## $g$ factors of the Hg $6s6p$, $J=1$ levels

### Problem

Consider Hg with nuclear spin zero (for example $^{202}$Hg) in $B=1.00$ T. Typical level wavenumbers $\sigma=E/hc$ above the ground state, in $10^5\ \mathrm{m^{-1}}$:

| label | $^3P_0$ | $^3P_1$ | $^3P_2$ | $^1P_1$ |
|---|---|---|---|---|
| symbol | $\sigma_0$ | $\sigma_-$ | $\sigma_2$ | $\sigma_+$ |
| value | 37.645 | 39.412 | 44.043 | 54.069 |

Constants: $g_s=2.00232$, $\mu_B=9.2740\times10^{-24}\ \mathrm{J\,T^{-1}}$, so $\mu_B/h=13.996\ \mathrm{GHz\,T^{-1}}$.

Model: one configuration, a spin–orbit parameter $\zeta>0$ within the triplet, a free singlet–triplet element $V$. Find (a) $g$ of both $J=1$ levels in the LS and jj limits, (b) the mixing and $g$ in intermediate coupling, (c) the $g$ sum and Zeeman spacings.

### Why the formulas hold

Conventions: angular momenta in units of $\hbar$, $g_s>0$, $H_Z=\mu_BB(L_z+g_sS_z)$, $\Delta E=g\mu_BBM$, $J>0$. Unrounded values are carried between steps.

- Wigner–Eckart: $\langle\alpha JM|L_z+g_sS_z|\alpha'JM\rangle=M\,G_{\alpha\alpha'}$, with $G$ independent of $M$. A level with real coefficients $c$, far from other levels, has $g=c^TGc$.
- For $\mathbf J=\mathbf a+\mathbf b$ the projection theorem gives $\langle a_z\rangle=M\,\langle\mathbf a\cdot\mathbf J\rangle/J(J+1)$, with $2\,\mathbf a\cdot\mathbf J=\mathbf J^2+\mathbf a^2-\mathbf b^2$.
- LS basis: $L_z$ and $S_z$ commute with $\mathbf L^2$ and $\mathbf S^2$ and leave radial functions alone, so $G$ is diagonal:
$$g=\sum c_{LS}^2\,g_{LSJ},\qquad g_{LSJ}=1+(g_s-1)\frac{J(J+1)+S(S+1)-L(L+1)}{2J(J+1)}.$$
- jj states: project $\mathbf l_i+g_s\mathbf s_i$ on $\mathbf j_i$, giving $g(j_i)$ by the same formula with $l_i,\tfrac12,j_i$; then project $\mathbf j_i$ on $\mathbf J$:
$$g=g(j_1)\frac{J(J+1)+j_1(j_1+1)-j_2(j_2+1)}{2J(J+1)}+g(j_2)\frac{J(J+1)+j_2(j_2+1)-j_1(j_1+1)}{2J(J+1)}.$$
- Any coupling is an orthogonal rotation within the block of given $J$, so $\sum g=\operatorname{Tr}G$ is fixed: the $g$-sum rule.

### (a) Limits

LS: $g(^3P_1)=1+(g_s-1)/2=1.5012$, $g(^1P_1)=1$.

One electron: $g(s_{1/2})=g_s$, $g(p_{1/2})=1-(g_s-1)/3=0.6659$, $g(p_{3/2})=1+(g_s-1)/3=1.3341$.

jj, labelled $(j_s,j_p)_J$:
$$g(\tfrac12,\tfrac12)_1=\tfrac12g_s+\tfrac12g(p_{1/2})=1+\tfrac13(g_s-1)=1.3341,$$
$$g(\tfrac12,\tfrac32)_1=-\tfrac14g_s+\tfrac54g(p_{3/2})=1+\tfrac16(g_s-1)=1.1671.$$

### (b) Intermediate coupling

Within the triplet, $\zeta\,\mathbf l_p\cdot\mathbf s_p\to\tfrac12\zeta\,\mathbf L\cdot\mathbf S$: shifts $-\zeta,-\zeta/2,+\zeta/2$ for $J=0,1,2$. The levels $J=0,2$ occur once and stay pure. Hence
$$\zeta=\tfrac23(\sigma_2-\sigma_0)=4.265\times10^5\ \mathrm{m^{-1}}.$$
The $J=1$ block in the basis $(^3P_1,{}^1P_1)$, phases chosen so that $V>0$:
$$\begin{pmatrix}A&V\\V&D\end{pmatrix},\qquad A=\sigma_0+\zeta/2=39.778\times10^5\ \mathrm{m^{-1}}.$$
The trace gives $D=\sigma_-+\sigma_+-A=53.703\times10^5\ \mathrm{m^{-1}}$. Eigenstates:
$$|-\rangle=\cos\theta\,|^3P_1\rangle-\sin\theta\,|^1P_1\rangle,\qquad|+\rangle=\sin\theta\,|^3P_1\rangle+\cos\theta\,|^1P_1\rangle.$$
Inverting, $A=\sigma_-\cos^2\theta+\sigma_+\sin^2\theta$, so
$$\sin^2\theta=\frac{A-\sigma_-}{\sigma_+-\sigma_-}=\frac{0.366\times10^5\ \mathrm{m^{-1}}}{14.657\times10^5\ \mathrm{m^{-1}}}=0.025,\qquad\theta=9.1^\circ.$$
The secular equation gives $V=\sqrt{(A-\sigma_-)(D-\sigma_-)}=2.29\times10^5\ \mathrm{m^{-1}}$. Four parameters were fitted to four levels, so the energies test nothing.

With $\delta=\tfrac12(g_s-1)\sin^2\theta=0.0125$:
$$g_-=g(^3P_1)-\delta=1.4887,\qquad g_+=1+\delta=1.0125.$$

jj limit: a single $\zeta\,\mathbf l_p\cdot\mathbf s_p$ gives $V=\zeta/\sqrt2$; without exchange $D-A=\zeta/2$. Then $\tan2\theta=2V/(D-A)=2\sqrt2$, $\sin^2\theta=1/3$, $\theta_{jj}=35.3^\circ$, and $\delta=(g_s-1)/6$ returns both jj values of (a).

Pitfall: $G$ is not diagonal in the jj basis, since $l_z+g_ss_z$ connects $p_{1/2}$ with $p_{3/2}$. The off-diagonal element has magnitude $\tfrac12(g_s-1)\sin\theta_{jj}\cos\theta_{jj}=(g_s-1)\sqrt2/6=0.236$. Assume the singlet–triplet element has the sign it has for a single $\zeta$. The lower level then has weight $w=\cos^2(\theta_{jj}-\theta)=0.805$ of $(\tfrac12,\tfrac12)_1$. Squared weights alone give $1.302$. The cross term $2\sqrt{w(1-w)}\times0.236=0.187$ restores $1.489$.

### (c) Sum rule and spacings

Spacing of adjacent $M$: $\Delta\nu=g\mu_BB/h$. The fourth decimal of the fitted $g$ serves only to display the sum.

| coupling | $g_-$ | $g_+$ | sum | $\Delta\nu_-$ (GHz) | $\Delta\nu_+$ (GHz) | sum (GHz) |
|---|---|---|---|---|---|---|
| LS | 1.5012 | 1.0000 | 2.5012 | 21.0 | 14.0 | 35.0 |
| fit | 1.4887 | 1.0125 | 2.5012 | 20.8 | 14.2 | 35.0 |
| jj | 1.3341 | 1.1671 | 2.5012 | 18.7 | 16.3 | 35.0 |

$\operatorname{Tr}G=2+(g_s-1)/2$ for every $\theta$: mixing moves $\delta$ from one level to the other. In energy, the fitted spacings are $1.38\times10^{-23}$ J and $0.94\times10^{-23}$ J.

### Size of what is neglected

- Field mixing of $J$: $\mu_BB/hc=46.7\ \mathrm{m^{-1}}$ against the nearest gap $\sigma_--\sigma_0=1.767\times10^5\ \mathrm{m^{-1}}$, ratio $2.6\times10^{-4}$. Second-order shifts are of order this ratio times $\mu_BB/h$, about 4 MHz. They are even in $M$, like the diamagnetic shift, and cancel between $M=+1$ and $M=-1$.
- Choice of $V$: a single $\zeta$ demands $V=\zeta/\sqrt2=3.02\times10^5\ \mathrm{m^{-1}}$; the fitted $V$ is $0.76$ of that. Imposing it at the same $A$, $D$ gives $\tan2\theta=0.43$, $\sin^2\theta=0.041$, $\delta=0.021$, $g_-=1.4805$, $g_+=1.0206$, and displaces each level by $0.26\times10^5\ \mathrm{m^{-1}}$. The change in $\delta$ rivals $\delta$; the sum is untouched.
- Configuration interaction, for instance with $5d^96s^26p$: a weight $x$ of a foreign state with factor $g'$ changes $g$ by $x(g'-g)$. An illustrative $x=0.01$ with $|g'-g|=0.5$ gives $0.005$, which is 40 % of the fitted $\delta$. The sum rule then holds only over the $J=1$ levels of all interacting configurations.
- Relativistic corrections to the magnetic-moment operator are assumed below $10^{-3}$ in $g$.

As typical knowledge, not a measurement, the singlet weight in this $^3P_1$ level is about 0.03: the single-$\zeta$ variant overshoots it by more than a third, the four-level fit falls about a sixth short.

The model's result: $g_-\approx1.49$, $g_+\approx1.01$, the last digit sensitive to the choice of $V$; spacings near 20.8 GHz and 14.2 GHz at 1.00 T; and $g_-+g_+=2.501$ in any coupling within $6s6p$.